**Question: why does SCS-MP2 do worse than plain MP2 for the ionisation energies of the 4d metals?**

I have first ionisation energies of the period-5 metals from HF, MP2, SCS-MP2 and PBE, set against measured values. SCS-MP2 is meant to improve on MP2, and it does for Sr and Tc. For Nb and Mo it is much worse, and HF, MP2 and PBE put Tc below Mo, against the measured order. Is this scatter, or can I tell in advance which method fails for which atom, and why?

PySCF 2.14.0 ionisation energies of neutral period-5 metals, as total-energy differences between ground configurations, from real unrestricted highest-spin determinants with the x2c-QZVPPall basis, spin-free X2C one-electron Hamiltonian and Gaussian nucleus. Valence correlates 4d and 5s; subvalence adds 4s and 4p. The spin-orbit correction, between lowest levels, is not included.

```
species   Z  electrons  configuration  final configuration  HF (eV)  MP2 subvalence (eV)  PBE (eV)  SCS-MP2 subvalence (eV)  SCS-MP2 valence (eV)  first-order spin-orbit correction (eV)  tabulated (eV)  kind of the tabulated value
     Rb  37         37       [Kr] 5s1                 [Kr]     3.80                 4.13      4.28                     4.06                  3.80                                    0.00         4.17713                     measured
     Sr  38         38       [Kr] 5s2             [Kr] 5s1     4.74                 5.58      5.70                     5.62                  5.37                                    0.00         5.69487                     measured
     Zr  40         40   [Kr] 4d2 5s2         [Kr] 4d2 5s1     5.18                  n/a       n/a                      n/a                  6.31                                    0.00         6.63413                     measured
     Nb  41         41   [Kr] 4d4 5s1             [Kr] 4d4     5.99                 6.78      7.11                     6.42                  6.15                                   -0.01         6.75885                     measured
     Mo  42         42   [Kr] 4d5 5s1             [Kr] 4d5     6.25                 7.12      7.45                     6.71                  6.44                                    0.00         7.09243                     measured
     Tc  43         43   [Kr] 4d5 5s2         [Kr] 4d5 5s1     5.54                 6.91      6.87                     7.06                  7.02                                    0.00         7.11938                     measured
     Ru  44         44   [Kr] 4d7 5s1             [Kr] 4d7     6.29                 7.41      7.75                     7.11                  6.90                                   -0.01          7.3605                     measured
     Rh  45         45   [Kr] 4d8 5s1             [Kr] 4d8     6.31                 7.49      7.83                     7.22                  7.06                                   -0.01          7.4589                     measured
     Pd  46         46      [Kr] 4d10             [Kr] 4d9     6.25                  n/a       n/a                      n/a                   n/a                                     n/a         8.33684                     measured
     Ag  47         47  [Kr] 4d10 5s1            [Kr] 4d10     6.36                 7.61      7.94                     7.40                  7.31                                    0.00         7.57623                     measured
     Cd  48         48  [Kr] 4d10 5s2        [Kr] 4d10 5s1     7.33                 8.99      9.04                     8.93                  8.86                                    0.00         8.99382                     measured
```

**Answer**

It is systematic, and three sizes carry most of it. Each 4d electron contributes about 0.1 eV of correlation to the binding of a 5s electron, somewhat more if the two spins are opposite. A second electron in the 5s orbital contributes about 0.5 eV, and the 4s4p shells underneath add 0.1 to 0.3 eV. A wavefunction method fails where it drops or mis-weights one of these, so the thing to look at is the spin of the partners that the departing electron leaves behind.

All errors below are calculated minus tabulated. The tabulated values are measured and run from ground level to ground level, while the calculated energies are spin-free. For the atoms that lose a 5s electron the first-order spin-orbit correction is at most 0.01 eV, so it has not been added. "Valence" correlates the 4d and 5s electrons, "subvalence" adds 4s and 4p, and 3d and deeper shells stay frozen.

**Two kinds of 5s electron**

The two configuration columns sort the rows. Rb, Nb, Mo, Ru, Rh and Ag lose a lone 5s electron, which in the highest-spin state is parallel to the majority of an open 4d shell. Sr, Zr, Tc and Cd break a 5s² pair. Where the d shell is open, the ion keeps the highest spin, so the electron that leaves a pair is the one antiparallel to the d electrons. Pd is a case apart, since it loses a 4d electron.

HF is too low in every row, for the standard reason. The neutral atom has more electron pairs than the ion and so more correlation energy, and HF leaves out both. For a lone 5s electron the deficit rises at every step, from 0.38 eV in Rb to 1.22 eV in Ag, as d partners are added. Breaking a pair costs extra: the deficit of Sr exceeds that of Rb by 0.95 − 0.38 = 0.57 eV.

The HF deficit by itself says nothing about spin. A least-squares fit to the ten 5s rows with a constant, a term per d electron and a term for the 5s pair has an rms residual of 0.11 eV. Counting parallel and antiparallel d electrons separately gives the same 0.11 eV with one more parameter. Spin becomes visible only when the two MP2 variants are compared.

**Splitting the MP2 gain by spin**

Call OS and SS the opposite-spin and same-spin parts of the MP2 contribution to the ionisation energy. SCS-MP2 uses the same two parts with fixed weights:

MP2 − HF = OS + SS

SCS − HF = 1.2 OS + SS/3

These are two equations for two unknowns, so three columns fix both parts. Subtracting them gives the relation that decides the sign of the change:

SCS − MP2 = 0.2 OS − (2/3) SS

SCS therefore raises the ionisation energy only if SS is below 0.3 OS. For Mo at subvalence level the columns give:

- MP2 − HF = 7.12 − 6.25 = 0.87 eV
- SCS − HF = 6.71 − 6.25 = 0.46 eV
- OS = (0.46 − 0.87/3)/(1.2 − 1/3) = 0.20 eV
- SS = 0.87 − 0.20 = 0.67 eV

Three quarters of the gain in Mo is same-spin, and SCS throws away two thirds of that part. Tc is the mirror image, with OS = 1.23 eV and SS = 0.14 eV. The rounding of the table leaves each part uncertain by a little over 0.01 eV. The parts are differences of total energies, so they also hold any change in correlation among the electrons that stay.

**Why the same-spin part is large here**

The SCS weights are empirical and suit ordinary closed-shell molecules, where much of the correlation is short-ranged. There, parallel electrons already avoid each other through antisymmetry, and a pair sharing one orbital is under-correlated by MP2. A 5s electron outside a compact d shell is a different situation. It polarises the inner shell partly from a distance, and the long-range part of that interaction hardly depends on spin.

The MP2 formula shows this. An opposite-spin pair contributes a direct term, a squared repulsion integral over an excitation energy. A same-spin pair contributes the same direct term less an exchange term. When the two electrons occupy different regions, the virtual orbitals that suit one do not suit the other and the exchange term is small. A same-spin pair is then worth nearly as much as an opposite-spin pair. The 5s and 4d shells overlap, so they reach this limit only in part: in Ag, with five d electrons of each spin, the split at valence level gives 0.45 eV SS against 0.67 eV OS. That is still far more same-spin correlation than a weight of one third allows for.

Rb supports the argument. Its valence value equals HF by construction, because one electron has nothing to correlate with. The whole gain comes from 4s4p, which offers four partners of each spin, and it splits as 0.17 eV OS and 0.16 eV SS, nearly equal; the unrounded energies of the run leave OS slightly the larger. SCS keeps only 0.26 eV of the 0.33 eV gain and ends further from the tabulated value than MP2.

**Counting partners**

The picture becomes a model at valence level, where the partners can be counted. Let n(same) and n(opp) be the numbers of 4d electrons parallel and antiparallel to the departing electron, and let p be 1 if a 5s partner remains and 0 otherwise. The valence split uses the SCS-MP2 valence column and the MP2 valence energies of the same calculation. Least-squares fits through the origin over the ten 5s rows give:

SS ≈ 0.100 eV × n(same)

OS ≈ 0.139 eV × n(opp) + 0.551 eV × p

Ru, which was part of both fits, serves as the worked case. Its 4d⁷ shell has five electrons parallel to the lone 5s and two antiparallel.

- SS = 5 × 0.100 = 0.50 eV, against 0.53 eV from the split
- OS = 2 × 0.139 = 0.28 eV, against 0.36 eV from the split
- SCS − MP2 = 0.2 × 0.28 − (2/3) × 0.50 = −0.28 eV
- calculated: 6.90 (SCS-MP2 valence) − 7.18 (MP2 valence) = −0.28 eV

The close final agreement is partly luck, since both parts are underestimated and enter with opposite signs. The rms residuals of the two fits are 0.05 and 0.06 eV. That OS vanishes in Nb and Mo and SS vanishes in Sr at valence level is no test of the model, because those atoms have valence partners of one spin only.

The model fails in a largely orderly way, with Tc out of line in OS. The same-spin value per partner slides from 0.12 eV in Nb to 0.08 eV in Cd, so a constant overshoots Cd by 0.10 eV in SS. In OS it undershoots Zr by 0.11 eV. Both misfits have the sign expected if the 4d shell contracts and becomes less polarisable along the row, which is standard physics but is argued here and not tested.

The count explains the order of the SCS errors. At subvalence level SCS lies below MP2 by 0.41 eV in Mo, with five parallel partners and no antiparallel one. The gap shrinks through Ru and Rh to 0.21 eV in Ag, and to 0.06 eV in Cd once the 5s partner is added. From Mo to Ag about half of the change comes from the antiparallel d electrons that fill in. The rest comes from the weakening same-spin part, which a constant value per partner misses. Partly filled d shells add an uncertainty. In Nb the highest spin allows only a D term, but in Zr, Ru and Rh it allows both F and P, which a single real determinant can mix. The determinants of all four atoms can also be non-spherical. In the data makers' tests on other systems this lowered energies by up to some tenths of an eV; the effect was not measured in these runs. Mo and Ag have spherical shells and show the same pattern, so it does not hang on those rows.

The tabulated values reject a same-spin weight of one third for these atoms. Refitting both weights by least squares to tabulated minus HF, over the nine rows with a subvalence split, gives 1.13 for OS and 0.85 for SS with an rms of 0.05 eV. Holding SS at one third and refitting OS alone leaves 0.19 eV, with Nb and Mo far too low and Tc too high. The two refitted weights trade against each other and absorb basis and frozen-core errors, so they mean only that both parts are needed at roughly full weight.

**Where MP2 itself fails**

MP2 subvalence is within about 0.05 eV for all six lone-5s rows but is low by 0.11 eV for Sr and 0.21 eV for Tc. A likely cause, not tested here, is near-degeneracy: a 5s² pair mixes strongly with the low-lying 5p² configuration, and second order recovers too little of this. The weight of 1.2 on OS mends part of that, which is why SCS helps just these two of the nine rows with subvalence values, and also Zr at valence level. Cd also breaks a pair, yet MP2 matches it, so a pair alone does not guarantee the error.

Zr gives the one direct look at higher orders. At valence level CCSD(T) in the same calculation lies about 0.3 eV above MP2 and is still 0.21 eV below the tabulated value. A remainder of that size is in line with what 4s4p adds in Sr and Nb, about 0.3 eV in MP2. Part of the gain may come from repairing the reference orbitals, which would show up as large single amplitudes. The data makers' tests on other systems warn of these, but no amplitudes are recorded for the Zr run, so this stays open. The result also speaks for Zr only. Whether the good MP2 values elsewhere, Cd included, rest on overestimated d correlation cancelling basis and frozen-3d errors is a guess.

**The Mo–Tc step as a diagnostic**

Mo and Tc share the 4d⁵ shell and differ in the spin of the electron that leaves. In HF the lone 5s of Mo is held by exchange with five parallel d electrons. The departing electron of Tc has no such exchange and is repelled by its 5s partner, so HF drops by 0.71 eV from Mo to Tc. The tabulated step is +0.03 eV, which means correlation has to favour Tc by 0.74 eV.

MP2 favours Tc too little and the SCS variants favour it too much. MP2 subvalence gives a step of −0.21 eV, almost wholly from its error in Tc. SCS subvalence gives +0.35 eV, mostly because it removes the same-spin correlation of Mo, and SCS valence overshoots further to +0.58 eV. The mean absolute error of MP2 over its nine rows, 0.06 eV, hides a wrong order of two neighbours. The basis gains one set of f functions from Tc onward. Such functions serve mainly to correlate the 4d electrons, and the basis error was not estimated, so part of each correlated step may come from the basis.

**PBE and Pd**

PBE sorts by the same two classes with a different sign. It is too high by 0.35 to 0.39 eV for the five atoms with a lone 5s above a d shell, close for Sr and Cd, and low by 0.25 eV for Tc. Ag has a closed d shell and the same excess as Mo, so the open high-spin shell is not required for it. These errors include an untested basis error, although a density functional normally converges quickly in a basis of this size.

Adding exact exchange shows that agreement in Cd is fragile. PBE0 in the same calculation lowers all nine rows, Ag by 0.31 eV and Cd by 0.28 eV. That leaves Ag only 0.05 eV too high but Cd 0.23 eV too low, so the hybrid helps every lone-5s row and harms every pair row. Self-interaction is a plausible source of the PBE excess, but that is a guess.

Pd marks the limit of the count. HF is low by 2.09 eV, the largest error in the table, and the two fits of the HF deficit, from which Pd was left out, fall short of it by about 0.9 eV. A 4d electron shares its region with nine others, so theory expects its pair correlations to be short-ranged and stronger than 5s–4d ones. Three functionals from the same calculation lie 0.09 to 0.40 eV above the tabulated value. The spin-orbit shift was not estimated for Pd, but its sign is known: the coupling puts the ²D₅/₂ ground level of Pd⁺ below the term average, so including it would lower the calculated values, which reduces this excess and deepens the HF deficit.

For 5s removal in this row, count the d electrons parallel and antiparallel to the one that leaves, and correlate 4s4p. With four or five parallel partners and no 5s partner, distrust SCS-MP2 and PBE. With a 5s pair and no parallel d electron, distrust plain MP2 and check it against coupled cluster.
